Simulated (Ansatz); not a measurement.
LiAu₆: the change of phonon heat capacity and phonon entropy with temperature

Results calculated with Ansatz 0.2.0, not measured. Harmonic vibrational free energy, entropy and heat capacity at constant volume, per atom, from the force constants of a q mesh, imaginary modes left out; plane waves with PAW datasets, Gamma-centred k mesh.

Structure of every row (space group Fm-3m, No. 225):
```
LiAu6
1.0
      0.0000     4.0199     4.0199
      4.0199     0.0000     4.0199
      4.0199     4.0199     0.0000
Li Au
1 6
Direct
  0.00000 0.00000 0.00000
  0.50000 0.50000 0.00000
  0.50000 0.00000 0.50000
  0.00000 0.00000 0.50000
  0.00000 0.50000 0.00000
  0.00000 0.50000 0.50000
  0.50000 0.00000 0.00000
```

Settings of every row: functional PBE; dispersion none; spin none; wave cutoff 420 eV; k mesh 8x8x8; occupations fermi dirac; smearing width 0.15 eV; pressure 0 GPa; phonon method linear response; q mesh 2x2x2.

Limits: metal sensitive to the k mesh; no spin-orbit coupling, which can matter with elements this heavy; the cell comes from a prototype or a list of computed structures and needn't be the stable phase.

| row | temperature (K) | phonon heat capacity (kB/atom) | phonon entropy (kB/atom) | phonon free energy (meV/atom) |
| --- | --- | --- | --- | --- |
| 1 | 200 | 2.77 | 4.167 | -15.8 |
| 2 | 300 | ? | ? | ? |
| 3 | 400 | 2.936 | 6.155 | -106.5 |
| 4 | 500 | 2.958 | 6.813 | -162.5 |
| 5 | 600 | 2.971 | 7.354 | -223.6 |
| 6 | 700 | 2.978 | 7.812 | -289 |
| 7 | 800 | 2.983 | 8.211 | -358.1 |
| 8 | 900 | 2.987 | 8.562 | -430.4 |
| 9 | 1000 | 2.989 | 8.877 | -505.5 |

Question: what phonon heat capacity and phonon entropy should row 2 give?

Worked fit of phonon heat capacity. At high temperature a harmonic heat capacity falls short of its limit by a term in 1/T², so take t = (100 K / T)². The shown rows have t = 0.25, 0.0625, 0.04, 0.02778, 0.02041, 0.01562, 0.01235, 0.01. Least squares give phonon heat capacity = 2.9995 − 1.052 × t + 0.536 × t² kB/atom; a straight line predicts inner rows, each left out in turn, worse (root mean square 0.0021 against 0.00039 kB/atom). All shown rows lie on it to the printed digit. The constant, 2.9995 kB/atom, is to be held against the harmonic limit of 3 k_B an atom. The withheld row has t = 0.11111, so the fit gives 2.9995 − 1.052 × (0.11111) + 0.536 × (0.11111)² = 2.889 kB/atom.

The calculation gave 2.89 kB/atom. The fit lies 0.001 kB/atom (0.46 % of the column's range) below it, one unit of the last digit.

Worked fit of phonon entropy. Entropy rises as the heat capacity times the change of ln T, so take t = ln(T / 300 K). The shown rows have t = -0.4055, 0.2877, 0.5108, 0.6931, 0.8473, 0.9808, 1.0986, 1.204. Least squares give phonon entropy = 5.3255 + 2.88317 × t + 0.05746 × t² kB/atom; a straight line predicts inner rows, each left out in turn, worse (root mean square 0.015 against 0.0037 kB/atom). The rows lie off it by 0.001, -0.005, 0.000, 0.003, 0.002, 0.002, 0.000, -0.003 (root mean square 0.0025 kB/atom), a smooth pattern that one more power would take up: the form is only approximate. The slope at t = 0, 2.88 kB/atom, estimates the heat capacity at 300 K. The withheld row has t = 0, so the fit gives 5.3255 + 2.88317 × (0) + 0.05746 × (0)² = 5.325 kB/atom.

The calculation gave 5.317 kB/atom. The fit lies 0.008 kB/atom (0.17 % of the column's range) above it; its largest miss of a shown row is 0.005 kB/atom.

The other values of row 2: phonon free energy -56.9 meV/atom.
